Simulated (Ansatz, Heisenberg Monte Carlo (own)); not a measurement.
# Nearest-neighbour exchange and ordering temperature of cubic antiferromagnetic NaVF3 against the Hubbard U (PBEsol+U)

We calculate the exchange couplings between V ions in cubic NaVF3, and the ordering temperatures that follow from them, at six values of the Hubbard U from 0 to 4.8 eV. Atoms and antiferromagnetic pattern stay fixed, so the rows differ in U alone. The question is how fast the couplings weaken as U grows, and whether a simple superexchange formula accounts for it. This matters because U is a chosen parameter, and any ordering temperature predicted at this level inherits the choice. Couplings are energies for unit spin vectors, negative where they favour opposed moments. The model is tested against the computed rows; no measured temperature is compared here.

## Set-up

One crystal, NaVF3 (cubic perovskite, Pm-3m), in a magnetic cell of 10 atom(s), 2 counted as magnetic (V), from cells of the Materials Project database (relaxed there by DFT); atoms are fixed. Ansatz 0.2.0, plane waves with the earlier PAW datasets of its set soft_1, cutoff 420 eV, collinear spins without spin-orbit coupling, Fermi-Dirac smearing of 0.05 eV. The k mesh is 4×8×8 and the sums for the couplings run over 4×8×8. Functional: PBEsol. Every run keeps the antiferromagnetic pattern of signs of the first run. The couplings are taken at constrained moments: the directions are held and the rest of the density and field relaxes in linear response. Runs that did not converge or carry a known fault are not listed.

Notes on method and selection:

- J is defined by E = -sum over ordered pairs (each pair twice) of J e_i.e_j with unit vectors e, a classical Heisenberg model without biquadratic or multi-spin terms, so J > 0 favours parallel moments and the moment's size is inside J.
- All temperatures are for classical unit spins; for spin S a quantum mean-field treatment is higher by (S+1)/S. Mean field neglects fluctuations and lies above the Tyablikov (random-phase) and Monte Carlo values.
- The state at U = 3.2 eV is the lowest of a few collinear starts; the runs at other U start from a saved state of the same order, without a new comparison of orders. It need not be the true ground state; spin-orbit coupling is left out.
- The mean-field temperature is left blank where it belongs to another wavevector than in the first run.
- Monte Carlo cells hold several hundred spins, and on test lattices the heat-capacity peak lay 5 to 6 per cent under the known transition.
- Ansatz's own search for a lower self-consistent state was switched off in these runs, so a run may rest in a state that is not the lowest for its pattern of moments.
- In insulators under a U, antiferromagnetic superexchange from these couplings can differ by one to four tenths from that of total energies at the same settings (constrained couplings mostly lie weaker), so a match with experiment does not fix U.
- Where several measured values exist, one near their median is shown, and none where they scatter widely or belong to another phase or kind of order.
- The shells shown are the strongest of the first run whose pairs agree within a shell.
- For crystals with 4f or 5f elements only couplings at constrained moments are used, since rigid ones can be several times too large.
- Runs that did not converge, have known faults or may not be shown are not listed, and runs on Ansatz's PAW sets soft_1 and soft_2 are kept to separate tables.

Columns:

- U (eV): effective Hubbard U (Dudarev, U - J) on the d shell of V.
- moment (μB): largest spin moment inside an atomic sphere.
- gap on mesh (eV): band gap on the run's k mesh by the count of bands (negative: bands overlap, a metal).
- Tyablikov T (K): Tyablikov (random-phase) ordering temperature from the same couplings.
- J at 4.17 Å, opposed (meV): mean J of the V–V pairs of opposed moments that lie 4.17 Å apart in the first cell (6 such neighbours an atom).
- J at 5.89 Å (meV): mean J of the V–V pairs of parallel moments that lie 5.89 Å apart in the first cell (12 such neighbours an atom).
- mean-field T (K): mean-field ordering temperature, 2/(3 kB) times the largest J(q) over wavevectors and sublattice modes.

Input lines of one member:

```
magnetization:
  spin_polarized: true
kpoints:
  mp_grid: { grid: [4, 8, 8] }
  band_path:
    path:
      - [0.0, 0.0, 0.0]
      - [0.0, 0.5, 0.0]
      - [0.25, 0.625, 0.25]
      - [0.75, 0.75, 0.375]
      - [0.0, 0.0, 0.0]
      - [0.5, 0.5, 0.5]
      - [0.5, 0.75, 0.25]
    npoints: 11
hamiltonian:
  xc: pbesol
  hubbard:
    sites: [{ species: V, l: d, u_eff: 3.2, starting_ns: occupation_matrices }]
  pseudopotentials: { kind: paw, azcp: { folder: soft_1 }, xc_functional: pbe }
scf:
  occupations: { method: fermi_dirac, width: 0.05 }
  lower_state_search: "off"
output:
  write_bands: true
  eigenstates:
    nscf_kmesh: { grid: [4, 8, 8] }
    top_band: c86
    exchange_couplings: { magnetic: [{ species: V }] }
```

Command (options for logging and memory left out): `ansatz run input.yaml`

## The series

| member | U (eV) | moment (μB) | gap on mesh (eV) | Tyablikov T (K) | J at 4.17 Å, opposed (meV) | J at 5.89 Å (meV) | mean-field T (K) |
| --- | --- | --- | --- | --- | --- | --- | --- |
| +0 eV | 0.0 | 2.18 | −0.04 | 143.4 | −4.90 | −0.0475 | 222 |
| +1.6 eV | 1.6 | 2.22 | 0.74 | 110.5 | −3.56 | 0.0139 | 167 |
| +2.4 eV | 2.4 | 2.24 | 1.15 | 93.7 | −3.03 | 0.0104 | 142 |
| +3.2 eV | 3.2 | 2.24 | 1.55 | 80.8 | −2.62 | 0.0084 | 122 |
| +4 eV | 4.0 | 2.25 | 1.94 | 70.7 | −2.29 | 0.0073 | 107 |
| +4.8 eV | 4.8 | 2.26 | 2.31 | 62.5 | −2.03 | 0.0066 | 95 |

Least-squares fits to the whole series, with x = U (eV); R² and errors in the fitted variable (y, or ln y where the fit is in ln y):

| y | members | fit | R² | rms residual | leave-one-out rms | the same for the mean of the others |
| --- | --- | --- | --- | --- | --- | --- |
| J at 4.17 Å, opposed (meV) | 6 | y = −4.897 + 0.9516 x − 0.07422 x² | 1.00 | 0.0085 | 0.029 | 1.1 |
| J at 5.89 Å (meV) | 6 | y = −0.04331 + 0.03714 x − 0.005822 x² | 0.89 | 0.0070 | 0.032 | 0.026 (fit no better) |

## Mechanism

The coupling at 4.17 Å weakens at every step, from −4.90 meV at U = 0 to −2.03 meV at 4.8 eV, a factor of 2.4. The mean-field temperature falls with it from 222 to 95 K. Loss of moment is not the reason, since the moment rises slightly, from 2.18 to 2.26 μB.

The simplest model is superexchange between half-filled $t_{2g}$ shells. Charge counting gives V²⁺ with three d electrons, one in each $t_{2g}$ orbital, all of one spin. We make three assumptions.

1. Along a straight V–F–V bridge, two of the three orbitals on each V connect to their counterparts through F p states, with an effective hopping $t$ that does not depend on U.
2. An electron that hops to a neighbour of opposed moment enters an empty level that lies higher by $D$. Between parallel moments the matching level is full and the hop is blocked.
3. The U term shifts a d level of occupation $n$ by $U(1/2-n)$. A full level drops by $U/2$ and an empty one rises by $U/2$, so $D = U + C$, where $C$ is the spin splitting already present at U = 0.

To second order, each hopping electron lowers the energy by $t^2/D$. An opposed pair has two active orbitals with one electron from each side, so it gains $4t^2/D$, while a parallel pair gains nothing. In the convention used for $J$, each pair is counted twice and contributes $-2J\,\mathbf e_i\cdot\mathbf e_j$, so the parallel arrangement lies higher by $-4J$. Equating the two gives

$$J = -\frac{t^2}{U+C}.$$

The model has two parameters and predicts that $1/|J|$ rises linearly with U. If covalency lets only a fraction of U reach the splitting, the form is unchanged, and the true $t^2$ and $C$ are the fitted ones multiplied by that fraction.

With six such neighbours and more distant pairs neglected, the mean-field temperature is $T = 2\cdot 6|J|/(3k_B)$.

## Fixing and testing the model

We fix the model on the rows at U = 1.6 and 4.8 eV. Equal $t^2$ in both requires

3.56 × (1.6 + C) = 2.03 × (4.8 + C)

C = (2.03 × 4.8 − 3.56 × 1.6) / (3.56 − 2.03) = 2.646 eV

t² = 3.56 × (1.6 + 2.646) = 15.12 meV eV

This corresponds to a hopping of about 0.12 eV. Both are effective parameters of the fit; $C$ in particular is not a splitting read from the bands at U = 0.

For the temperature we use $k_B$ = 0.08617 meV/K, so the factor multiplying $|J|$ is 2 × 6 / (3 × 0.08617) = 46.4 K per meV.

**U = 2.4 eV.** |J| = 15.12 / (2.4 + 2.646) = 3.00 meV; the table has 3.03. T = 46.4 × 3.00 = 139 K; the table has 142 K.

**U = 3.2 eV.** |J| = 15.12 / (3.2 + 2.646) = 2.59 meV; the table has 2.62. T = 46.4 × 2.59 = 120 K; the table has 122 K.

**U = 4.0 eV.** |J| = 15.12 / (4.0 + 2.646) = 2.28 meV; the table has 2.29. T = 46.4 × 2.28 = 106 K; the table has 107 K.

**U = 0.** |J| = 15.12 / 2.646 = 5.71 meV; the table has 4.90. T = 46.4 × 5.71 = 265 K; the table has 222 K.

The three rows between the fixed points are met to within 0.03 meV, while the five rows from 1.6 to 4.8 eV scatter about their own mean by about 0.54 meV (rms). The row at U = 0 lies outside the fixed points and is missed by 17 per cent.

## Where the trend breaks

Largest departures from the fit to the whole series:

| member | J at 4.17 Å, opposed (meV) | fit | computed − fit | in rms residuals |
| --- | --- | --- | --- | --- |
| +4 eV | −2.29 | −2.28 | −0.01 | 1.4 |
| +2.4 eV | −3.03 | −3.04 | +0.01 | 1.3 |
| +4.8 eV | −2.03 | −2.04 | +0.01 | 1.1 |
| +3.2 eV | −2.62 | −2.61 | −0.01 | 1.0 |

The model fails at U = 0, where it makes the coupling too strong by 5.71 − 4.90 = 0.81 meV. The computed $1/|J|$ is not linear over the whole series: its slope, per meV per eV, is (1 / 3.56 − 1 / 4.90) / 1.6 = 0.048 between U = 0 and 1.6 eV, (1 / 3.03 − 1 / 3.56) / 0.8 = 0.061 between 1.6 and 2.4 eV, and (1 / 2.03 − 1 / 2.29) / 0.8 = 0.070 between 4.0 and 4.8 eV.

Terms of higher order in $t$ weaken the coupling, and do so most where $D$ is smallest, so they have the right sign. With the fitted parameters, however, their relative size is only of order $t^2/D^2$, which at U = 0, with $t^2$ turned from meV eV into eV², is 15.12 / (1000 × 2.646 × 2.646) = 0.0022. That is far too small for a miss of 17 per cent. Two other causes are possible.

A hopping that shrinks as U grows would bend the line the right way, and could arise as the empty d levels move away from the F p states. The U = 0 row is also the one with overlapping bands (−0.04 eV), so the assumption of strictly full and empty levels fails there. The few carriers may weaken the antiferromagnetic coupling. They cannot be the whole cause of the bend, since the slope of $1/|J|$ still rises among the rows with a gap. Neither the change in hopping nor the effect of the carriers has been sized here.

The coupling at 5.89 Å, absent from the model, changes sign between U = 0 and 1.6 eV. Even at U = 0 its twelve neighbours supply 12 × 0.0475 = 0.57 meV, against 6 × 4.90 = 29.4 meV from the nearest ones. Its quadratic fit in U does no better than the mean, so we draw no rule from it.

## Rules of thumb and their limits

From U = 1.6 to 4.8 eV the nearest-neighbour coupling follows $-t^2/(U+C)$ to about 1 per cent, and the ordering temperature follows the coupling. The Tyablikov temperature stays near 0.65 to 0.66 of the mean-field one in every row.

Besides the factor of 2.4 spanned by U, two omitted effects matter for any comparison with experiment. Quantum spins with S = 3/2 would raise the mean-field temperature by a factor of 5/3. Tilting of the fluoride octahedra, which small Na favours and the cubic cell excludes, should weaken the coupling by bending the V–F–V bridges, by an amount not estimated here. Agreement with a measured temperature would therefore not identify the right U.

[Logs are printed without paths, hosts, clocks, repeated set-up lines and the standing remarks that a program may print on its own settings, such as how far it seeks lower states.]
